## Question

Eight small molecules, each with a tin-boron bond, are taken apart into free atoms at sixteen levels of theory. The table compares the atomization energies per bond with a coupled-cluster reference, which averages 329.4 kJ/mol per bond over the eight molecules. An error is the value at a level less the reference, so a negative error means that the molecule is bound too weakly. The mean signed error shows bias; the mean absolute error also counts scatter.

Errors in electronic atomization energy per bond (level minus CCSD(T) at the basis-set limit) for eight gas-phase molecules with an Sn–B bond, computed with Ansatz 0.2.0 at PBE0-D4/def2-TZVP geometries. The functionals use def2-TZVPP, tin has a def2 core potential, and cores are frozen in correlated calculations. Zero-point and spin-orbit terms are left out.

```
             level            class  exact exchange, short range (%)  exact exchange, long range (%)  mean signed error (kJ/mol)  mean absolute error (kJ/mol)  largest error (kJ/mol)  case of the largest error  cases too high
             SPW92              LDA                                0                               0                        43.9                          43.9                    55.9           BrC1=C[B]1[SnH3]               8
            PBE-D4              GGA                                0                               0                         2.0                           4.5                    10.6           BrC1=C[B]1[SnH3]               5
           BLYP-D4              GGA                                0                               0                        -3.3                           3.3                    -5.7    [BH2][SnH2][SiH2][SiH3]               1
         r2SCAN-D4         meta-GGA                                0                               0                         0.5                           1.3                     3.7           BrC1=C[B]1[SnH3]               4
        r2SCANh-D4    global hybrid                               10                              10                        -1.2                           2.0                    -3.9        N[BH][SnH]([F])[Cl]               2
          B3LYP-D4    global hybrid                               20                              20                        -1.2                           1.5                    -2.5         [BH2][SnH2][CH2]Cl               2
        r2SCAN0-D4    global hybrid                               25                              25                        -3.7                           3.8                    -8.6        N[BH][SnH]([F])[Cl]               1
           PBE0-D4    global hybrid                               25                              25                        -1.7                           2.9                    -5.5          F[SiH2][BH][SnH3]               1
      CAM-B3LYP-D4  range-separated                               19                              65                         0.4                           0.8                     2.2         B[B]([SiH3])[SnH3]               6
           wB97M-V  range-separated                               15                             100                        -0.3                           0.7                    -1.5          F[SiH2][BH][SnH3]               4
           wB97X-V  range-separated                               17                             100                         1.7                           1.7                     3.0         B[B]([SiH3])[SnH3]               8
            B2PLYP    double hybrid                               53                              53                        -5.5                           5.5                    -6.7         [BH2][SnH2][CH2]Cl               0
          PBE-QIDH    double hybrid                               69                              69                        -3.7                           4.0                    -6.2        N[BH][SnH]([F])[Cl]               1
CCSD(T)/def2-TZVPP    wave function                              n/a                             n/a                        -8.6                           8.6                   -13.0        N[BH][SnH]([F])[Cl]               0
        CCSD/limit    wave function                              n/a                             n/a                        -4.7                           4.7                    -7.0           BrC1=C[B]1[SnH3]               0
          HF/limit     Hartree-Fock                              100                             100                       -87.1                          87.1                  -108.8        N[BH][SnH]([F])[Cl]               0
```

(a) Explain why Hartree-Fock and LDA fail in opposite directions, and say how large the failures are relative to the energy itself.

(b) What does exact exchange do to the binding within the r2SCAN family? Why do B3LYP and the range-separated functionals not follow the same rule?

(c) CCSD(T) is the better theory, yet in the triple-zeta basis it errs more than CCSD at the basis-set limit. Explain this, and estimate what it implies for the two double hybrids.

(d) PBE has a small mean signed error. Is it therefore reliable here, and which levels in the table can be ranked?

## Model answer

**(a) Two large failures.** Hartree-Fock loses about a quarter of the atomization energy, and LDA adds about an eighth. The mean reference is 329.4 kJ/mol per bond, against which Hartree-Fock falls short by 87.1 and LDA overshoots by 43.9. Each method keeps its own sign of error in all eight molecules, so these are biases of the theory rather than accidents of one structure.

Hartree-Fock lets each electron feel only the average field of the others. Free atoms such as boron, silicon and tin have a pair of s electrons in the valence shell, but their p electrons are unpaired, and electrons of parallel spin already avoid each other through exchange. In a bond, two electrons of opposite spin share one region, and they lower their energy by avoiding each other in a way that Hartree-Fock leaves out. The molecule has more such pairs than the separate atoms, and so it gains more correlation energy. The loss of 87.1 kJ/mol per bond is about 0.9 eV, an average over these molecules and not the energy of one particular electron pair.

The loss is largest, at 108.8 kJ/mol per bond, in `N[BH][SnH]([F])[Cl]`; the other seven molecules average 84.0. Nitrogen, fluorine and chlorine bring compact lone pairs close to the bonds, and electrons in neighbouring pairs also avoid one another. This standard argument fits the row, though one molecule doesn't isolate the effect.

LDA fails for a different reason. It treats each small volume as part of a uniform electron gas and so misses some exchange energy wherever the density varies rapidly. A free atom, with its steep outer density on every side, suffers more from this than a molecule, where the bonds fill in part of the slope. The atoms are placed too high relative to the molecule, and the bonds look too strong. A gradient correction lowers the atoms more than the molecule, which is why the step from LDA to PBE takes away 41.9 kJ/mol per bond, nearly the whole bias.

**(b) Exact exchange weakens the bonds if the rest of the functional stays put.** From r2SCAN to r2SCANh to r2SCAN0 the share of exact exchange rises from 0 to 10 to 25%. The mean binding falls by 1.7 and then by another 2.5 kJ/mol per bond. PBE to PBE0, also a step from 0 to 25%, lowers it by 3.7. These are differences between levels, so an error in the reference drops out of them.

The usual explanation starts from the exchange hole, the region around an electron from which others of the same spin are kept away. In a bond the exact exchange hole spreads over both atoms, while a semilocal functional keeps it close to the electron. That is wrong for exchange alone, but it imitates a real correlation effect: when one electron of the pair is at the left atom, the other tends to be at the right. Semilocal exchange thus supplies some binding that belongs to correlation. Exact exchange withdraws this help, and the semilocal correlation part, which looks only at the immediate surroundings, doesn't replace it.

The molecule with nitrogen, fluorine and chlorine supports this picture. It is the worst case of both r2SCAN hybrids, and between them its binding falls by 4.7 kJ/mol per bond, against a mean of 2.2 for the other seven. It is also the molecule in which Hartree-Fock loses most. A molecule whose binding leans strongly on correlation would be expected to lose much when the imitation is withdrawn, though one case can't establish the rule.

B3LYP looks like an exception, since it binds by 2.1 kJ/mol per bond more than BLYP in spite of its 20% of exact exchange. But it is not BLYP with one ingredient exchanged. It also scales down the gradient correction to exchange and replaces part of the LYP correlation by a local one. The first change leads part of the way back to LDA exchange, hence towards stronger bonds, and so works against the exact exchange; the effect of the second can't be read from the table and may matter as much. The table gives only the sum of these changes, so this account rests on the construction of the functional.

In the range-separated functionals the share depends on the distance between two electrons. It starts at 15 to 19% for electrons close together and rises smoothly to 65 or 100% far apart, so across a bond it is already well above the short-range value. But their remaining parts were designed to work together with this exchange and can make up for binding that it takes away. A large long-range share therefore needn't mean weak bonds, and the mean errors of these three levels stay between −0.3 and 1.7 kJ/mol per bond.

**(c) A good theory in too small a basis.** CCSD at the limit binds too weakly by 4.7 kJ/mol per bond, because it leaves out the connected triple excitations, in which three electrons adjust together. That is only about 5% of the correlation contribution to binding. CCSD(T) in triple zeta includes the triples but is too low by 8.6. Here the basis fails, not the treatment of correlation.

To describe two electrons that avoid each other at close range, the basis must reproduce a sharp feature in the wave function, and ordinary orbitals do this slowly. The molecule has more close pairs than the free atoms and so loses more energy in a small basis. Part of the 8.6 may also come from the outer-core electrons of tin, which are correlated here without functions suited to them.

A double hybrid takes a fraction $c$ of its correlation from second-order perturbation theory, which needs the same sharp feature. If its basis error scales with that fraction, then

$$
\text{inherited error}\approx c\times(\text{error of CCSD(T) in triple zeta}).
$$

For B2PLYP, $c=0.27$ by definition, which gives $0.27\times(-8.6)\approx-2$ kJ/mol per bond. For PBE-QIDH, $c=1/3$ gives about −3. The computed mean errors are −5.5 and −3.7. Nothing was fitted, and the estimate is good only for sign and order of magnitude, because the 8.6 also holds a Hartree-Fock part that doesn't scale with $c$, and because a double hybrid uses other orbitals. The convergence of second-order theory itself is less of a worry: for molecules of this size, the reference takes its step from triple zeta to the limit from that very theory. The estimate suggests that a fair part of the weak binding belongs to the basis. For B2PLYP more than half is left over, about 3 kJ/mol per bond, and the estimate doesn't explain it. An error of that size could also lie in the reference, as part (d) explains. Neither double hybrid carries the D4 dispersion label that most of the other functionals have, so missing dispersion may contribute; that is not tested here.

**(d) A small mean can hide a large miss.** PBE has a mean signed error of 2.0 kJ/mol per bond but a mean absolute error of 4.5, so errors of both signs cancel. Its largest error, 10.6, belongs to `BrC1=C[B]1[SnH3]`, a three-membered ring with a carbon-carbon double bond next to a boron atom with a formally empty p orbital. Without this ring the mean signed error would be about 0.8. PBE is thus nearly unbiased for the other seven on average, but not dependable for each molecule.

The reference is probably also least certain for this ring, since both bromine and tin have outer-core electrons that are hard to treat. A comparison of two functionals avoids the difficulty. PBE binds the ring more strongly than r2SCAN by $10.6-3.7=6.9$ kJ/mol per bond, while over the other seven molecules their mean signed errors differ by less than 1, although single molecules differ by more in both directions. PBE is known to overbind multiple bonds, where semilocal exchange imitates too much correlation, and r2SCAN reduces this fault. The electrons shared around the ring make it a likely place for the fault to show.

As for the ranking, the limit is set by the reference, which correlates the outer-core electrons of tin and bromine without functions suited to them. In tests on other systems, the makers of these data found that this moves the coupled-cluster limit by up to about 4 kJ/mol per bond. The shift was not measured for these eight molecules, so the figure is only a rough guide. Ten of the sixteen levels have mean absolute errors no larger than that. LDA and Hartree-Fock are clearly the worst, but the order among these ten is open, and PBE and B2PLYP, at 4.5 and 5.5, can't safely be placed behind them either. Even a uniform sign doesn't settle it: wB97X-V is too high in all eight cases, yet by only 1.7 on average, which a shift of the reference could undo.

## Remarks on the reasoning

The strongest answers look for differences in which a doubtful quantity cancels. The reference cancels between r2SCAN and r2SCAN0, and between PBE and r2SCAN in the ring. It doesn't cancel when one asks whether CAM-B3LYP or wB97M-V is closer to the truth.

The nearly even fall within the r2SCAN family should not be offered as proof of the exchange-hole picture. Exact exchange is mixed in linearly, so a nearly linear response is largely built into the functionals. What the calculation does tell us is the direction and size of the response, and that it differs from molecule to molecule.

Errors per bond look smaller than they are. In `F[SiH2][BH][SnH3]`, which has nine bonds, the error of PBE0 adds up to about −50 kJ/mol for the whole molecule and that of wB97M-V to about −14. The two functionals therefore disagree by some 36 kJ/mol on the energy needed to take this molecule apart, whatever the reference. For a reaction that keeps most bonds intact, much of such an error can cancel; for complete atomization it can't.

A comparison with measured energies would need two further terms. Zero-point motion lowers the energy needed to break up the molecule, and so does spin-orbit coupling, which stabilises the free tin atom by roughly 30 kJ/mol (a recalled size). Neither enters the levels or the reference, so neither explains an error in the table. Against experiment, however, leaving them out could easily be mistaken for a fault of the functional.
